## Question

The table refers to HB(OH)₂ in a planar C₂v form, with four levels of theory in three basis sets and at an extrapolated basis-set limit. The atomization energy is the electronic energy of the free atoms less that of the molecule at the same level. The column "less CCSD(T) at the limit" is the total error of a row against the reference, 585.28 kcal/mol. The column "less the same method at the limit" is its basis error. The limit rows were extrapolated from the triple- and quadruple-zeta results, CCSD(T) directly.

Atomization energies of gas-phase HB(OH)₂ (C₂v), computed with Ansatz 0.2.0 using HF and frozen-core MP2, CCSD and CCSD(T) at the PBE0-D4/def2-TZVP geometry. Values are electronic, free atoms minus molecule, without zero-point or spin–orbit terms. The limit is extrapolated from def2-TZVPP and def2-QZVPP for every method, CCSD(T) itself included.

| method | basis | basis functions | atomization energy (kcal/mol) | less CCSD(T) at the limit (kcal/mol) | less the same method at the limit (kcal/mol) |
| --- | --- | --- | --- | --- | --- |
| HF | def2-SVP | 57 | 431.22 | -154.07 | 3.22 |
| MP2 | def2-SVP | 57 | 570.31 | -14.97 | -33.06 |
| CCSD | def2-SVP | 57 | 550.17 | -35.11 | -25.44 |
| CCSD(T) | def2-SVP | 57 | ? | ? | ? |
| HF | def2-TZVPP | 135 | ? | ? | ? |
| MP2 | def2-TZVPP | 135 | ? | ? | ? |
| CCSD | def2-TZVPP | 135 | ? | ? | ? |
| CCSD(T) | def2-TZVPP | 135 | ? | ? | ? |
| HF | def2-QZVPP | 261 | 427.85 | -157.44 | -0.15 |
| MP2 | def2-QZVPP | 261 | 597.14 | 11.86 | -6.23 |
| CCSD | def2-QZVPP | 261 | 570.20 | -15.09 | -5.42 |
| CCSD(T) | def2-QZVPP | 261 | 579.35 | -5.93 | -5.93 |
| HF | limit | n/a | 428.00 | -157.28 | 0.00 |
| MP2 | limit | n/a | 603.38 | 18.09 | 0.00 |
| CCSD | limit | n/a | 575.62 | -9.67 | 0.00 |
| CCSD(T) | limit | n/a | 585.28 | 0.00 | 0.00 |

(a) MP2/def2-SVP and CCSD/def2-QZVPP both lie about 15 kcal/mol below the reference. Is the reason the same?

(b) Explain the sign and the rate of convergence of the basis error, for Hartree–Fock and for the correlated methods.

(c) Predict the five missing atomization energies with error bars.

(d) Say which predictions can test the physics and which cannot.

## Model answer

### (a) Two errors that add

The total error is the error of the method at its own limit plus the basis error. For MP2/SVP this is +18.09 − 33.06 = −14.97 kcal/mol: a method that overbinds, in a basis that loses much binding. For CCSD/QZVPP it is −9.67 − 5.42 = −15.09: a method that underbinds, in a good basis. The near equality is an accident. A larger basis brings CCSD closer to the reference, whereas MP2 passes through it and stands at +11.86 in QZVPP. A basis between the two can therefore give it a small total error.

Against this reference the method error of CCSD is simply the missing connected triple excitations, which at the limit lower the molecule more than twice as much as its separated atoms. The sign for MP2 has a standard explanation, which a table of differences cannot prove: MP2 treats each electron pair without coupling to the others and tends to overestimate the correlation gained on bonding.

### (b) What the basis has to describe

In their ground states the atoms have five doubly occupied valence orbitals, one on boron and two on each oxygen. The molecule has nine. Two electrons of opposite spin in one orbital meet at short range, and there the exact wavefunction has a cusp, linear in their distance. Hartree–Fock (HF) ignores this avoidance, so it misses more energy in the molecule than in the atoms: correlation supplies 157.28 kcal/mol, 27% of the reference. A finite set of smooth orbitals rounds the cusp off and recovers only part of the correlation. The molecule again loses more, and each known correlated row lies below its own limit. A molecule that forms more new pairs from its atoms should show larger errors of both kinds.

The rate follows from the cusp. For a singlet pair, the energy gained by adding functions of angular momentum l falls as (l + ½)⁻⁴; triplet pairs converge faster, so the singlet pairs set the tail. Summing all that lies beyond the highest l in the basis gives an inverse cube. With the cardinal number X (2 for SVP, 3 for TZVPP, 4 for QZVPP, also the highest l on boron and oxygen) the usual form is

correlation shortfall = A·X⁻³.

The power is argued from theory for large X; the use of X without an offset is a convention.

HF has no electron–electron cusp to describe and converges roughly exponentially: its basis error in QZVPP is −0.15, so the 5 to 6 kcal/mol still missing in the correlated QZVPP rows are nearly all correlation. The sign of the HF basis error is not fixed, because molecule and atoms both lie above their limits and only the difference is seen. Bonds need polarization functions more than nearly spherical atoms do, which costs binding. In a small basis each atom can also borrow its neighbours' functions, which adds binding. HF/SVP, 3.22 above its limit, is the irregular row; it is the small residue of two large errors, since the molecule and the sum of the atoms each lie about 6 eV above their HF limits in this basis. Superposition in a basis this small amounts to several kcal/mol, enough to account for the excess; a counterpoise correction is the test, and the table holds none.

SVP allows one check of the cube law. The correlation part of a row is its value less the HF value in the same basis. For MP2 the shortfall from the limit is 36.29 in SVP and 6.09 in QZVPP, a ratio of 5.96 where X⁻³ requires (4/2)³ = 8. For CCSD the ratio is 5.44. A power law through these two points has the exponent ln(ratio)/ln 2, or 2.6 and 2.4. The cube law overestimates the SVP shortfall by 12 to 13 kcal/mol: X = 2 is far from the asymptotic range.

### (c) Predictions

**MP2/TZVPP, worked in full.** No withheld value enters.

1. Correlation part in QZVPP: 597.14 − 427.85 = 169.29. At the limit: 603.38 − 428.00 = 175.38. Shortfall: 6.09.
2. Scale from X = 4 to X = 3: (4/3)³ = 2.370, and 6.09 × 2.370 = 14.44.
3. HF part: the ratio of the TZ to the QZ error is assumed to lie between 2.4 (cube law) and 9 (fast exponential). The midpoint 5.7 times −0.15 gives −0.85. Half the span gives ±0.50, and the rounding of so small a number adds 0.09, so the bar is ±0.6.
4. Result: 603.38 − 14.44 − 0.85 = 588.09.
5. Bar: an exponent of 3 ± 0.3 moves the factor between 2.17 and 2.58, that is ±1.25 on the shortfall; in quadrature with the HF bar this is ±1.4.

CCSD and CCSD(T) follow the same steps from QZVPP shortfalls of 5.27 and 5.78.

**CCSD(T)/SVP.** The CCSD value, 550.17, is known, so only the triples term (T), CCSD(T) less CCSD, is needed. It is 9.66 at the limit and 9.15 in QZVPP, a shortfall of 0.51. Scaling by 8 leaves 5.58 in SVP, and scaling by the CCSD ratio 5.44 leaves 6.89. The mean is 6.23 and the full spread, 1.3, serves as the bar, a wide one because a small difference is being multiplied up.

The predictions, in kcal/mol:

- CCSD(T)/SVP: 556.4 ± 1.3; (T) positive but only 50–80% of its limit, and the row farther from the reference than MP2/SVP.
- HF/TZVPP: 427.1 ± 0.6, below its limit, opposite in sign to SVP.
- MP2/TZVPP: 588.1 ± 1.4, above the reference by less than 5, and by cancellation the smallest error of all finite-basis rows.
- CCSD/TZVPP: 562.3 ± 1.2.
- CCSD(T)/TZVPP: 570.7 ± 1.3, with a total error close to that of CCSD/QZVPP.

### (d) What a hit would mean

The limit rows were made from the TZ and QZ rows, the correlation part by a formula such as E(limit) = (64·E(QZ) − 27·E(TZ))/37 and the HF part probably by a faster law. The steps above run such formulas backwards. A hit in TZVPP shows that they were guessed nearly right and says nothing about how the energy really converges. Two other laws, the power fitted through SVP and QZVPP and a shortfall proportional to the inverse number of basis functions (factor 261/135 = 1.93), put the correlated TZVPP values higher; the cube law is preferred only because the limits were probably made with a law close to it. The SVP energy of CCSD(T) took no part in the limit, so it is the one real prediction.

## The computed values

The withheld rows as computed:

| method | basis | basis functions | atomization energy (kcal/mol) | less CCSD(T) at the limit (kcal/mol) | less the same method at the limit (kcal/mol) |
| --- | --- | --- | --- | --- | --- |
| CCSD(T) | def2-SVP | 57 | 555.15 | -30.14 | -30.14 |
| HF | def2-TZVPP | 135 | 426.85 | -158.44 | -1.15 |
| MP2 | def2-TZVPP | 135 | 587.93 | 2.64 | -15.45 |
| CCSD | def2-TZVPP | 135 | 562.08 | -23.20 | -13.53 |
| CCSD(T) | def2-TZVPP | 135 | 570.54 | -14.75 | -14.75 |

## Remarks on the reasoning

All five values lie inside their bars, all on the low side, and the qualitative statements hold.

**The TZVPP rows.** The misses, computed less predicted, are −0.30 for HF, −0.16 for MP2, −0.20 for CCSD and −0.19 for CCSD(T). They have one main source. The HF basis error is −1.15, not −0.85, a TZ/QZ ratio of 7.7 ± 0.5 in the upper part of the assumed span, and this −0.30 is carried into each correlated row. It is partly offset in the correlation: the MP2 shortfall is 14.30 against the predicted 14.44. The TZ/QZ ratio of the shortfalls is 2.35 for MP2, CCSD and CCSD(T) alike, an exponent of ln 2.35/ln(4/3) = 2.97. Three methods do not converge so identically by nature; 2.97 is the exponent set in the extrapolation. The HF limit likewise rests on a formula, an exponential in √X with the fixed constant 7.88, which gives a ratio of 8.26. The HF energies of the molecule itself have this ratio, but the atomization energies do not quite follow it: their tabulated basis errors, with rounding, allow at most 7.97. The mismatch amounts to only about 0.01 kcal/mol in the basis errors, and the data shown here do not explain it. The two slower laws overshoot by 1.8 to 2.8 kcal/mol, which does not refute them. If convergence between TZ and QZ were truly slower than assumed, the limits themselves would lie higher. Between SVP and TZVPP the exponent, measured against these limits, is only 2.1 to 2.3. The reference stands 5.93 above the best computed CCSD(T) row, and that step rests on the assumed law.

**CCSD(T)/SVP.** The computed 555.15 is 1.25 below the prediction, at 0.96 of the bar, and is better read as a near miss. (T) is 4.98, below both estimates that were averaged, and 52% of its limit, at the bottom of the stated range. The CCSD ratio was the wrong guide: CCSD correlation reaches 81% of its limit in SVP, far more than (T) does. The (T) shortfall drops from 9.66 − 4.98 = 4.68 in SVP to 9.66 − 8.46 = 1.20 in TZVPP, a factor of 3.9, where the CCSD shortfall drops by 28.67/12.39 = 2.3. The numbers show this much. A likely reason, not tested here, is that a triple excitation must place three electrons at once in low-lying virtual orbitals of suitable shape, and a double-zeta set with one polarization shell offers few; this would be mainly a shortage of s, p and d functions rather than the high-l cusp tail that the scaling describes. The gap is also seen in the molecule alone, where SVP recovers 41% of the (T) energy at the limit and 72% of the CCSD correlation energy. A better answer would have skewed the bar downward. The starting shortfall of 0.51 was also a product of the extrapolation and too small to carry a factor of 5 to 8 safely.

**MP2/TZVPP.** Its total error is +18.1 − 15.5, or +2.65, smaller than the −5.93 of CCSD(T)/QZVPP. The row is close to the reference because the basis happens to remove about as much as the method adds, and the neighbouring bases give −14.97 and +11.86. By the argument in (b) the basis error follows the pairs formed, and it is similar for the three correlated methods in TZVPP, 13.5 to 15.5, while the overbinding of MP2 depends on the bonding, so the balance cannot be assumed for another molecule. CCSD and CCSD(T) have no such cancellation here and improve at each step; CCSD(T)/TZVPP at −14.74 is barely closer than CCSD/QZVPP or MP2/SVP: the triples take 8.46 off the CCSD error in TZVPP, but the whole basis error of 14.74 remains.

**What the reference is.** Every total error is measured against extrapolated frozen-core CCSD(T), not against experiment. Core correlation, higher excitations, spin–orbit coupling and zero-point energy are absent, and they could alter which row lies nearest to a measured value. The C₂v form has both OH groups turned the same way and is not the lowest conformer, which is the syn-anti one. All rows share this geometry, so it lowers the atomization energies together and largely cancels from the errors. Boron and oxygen are open-shell atoms, and the split between HF and correlation, along with the method error of MP2, depends on how their spin is treated. The HF rows correspond to spin-unrestricted atoms; restricted open-shell atoms lie higher and would move several kcal/mol of the binding from the correlation part to the HF part.
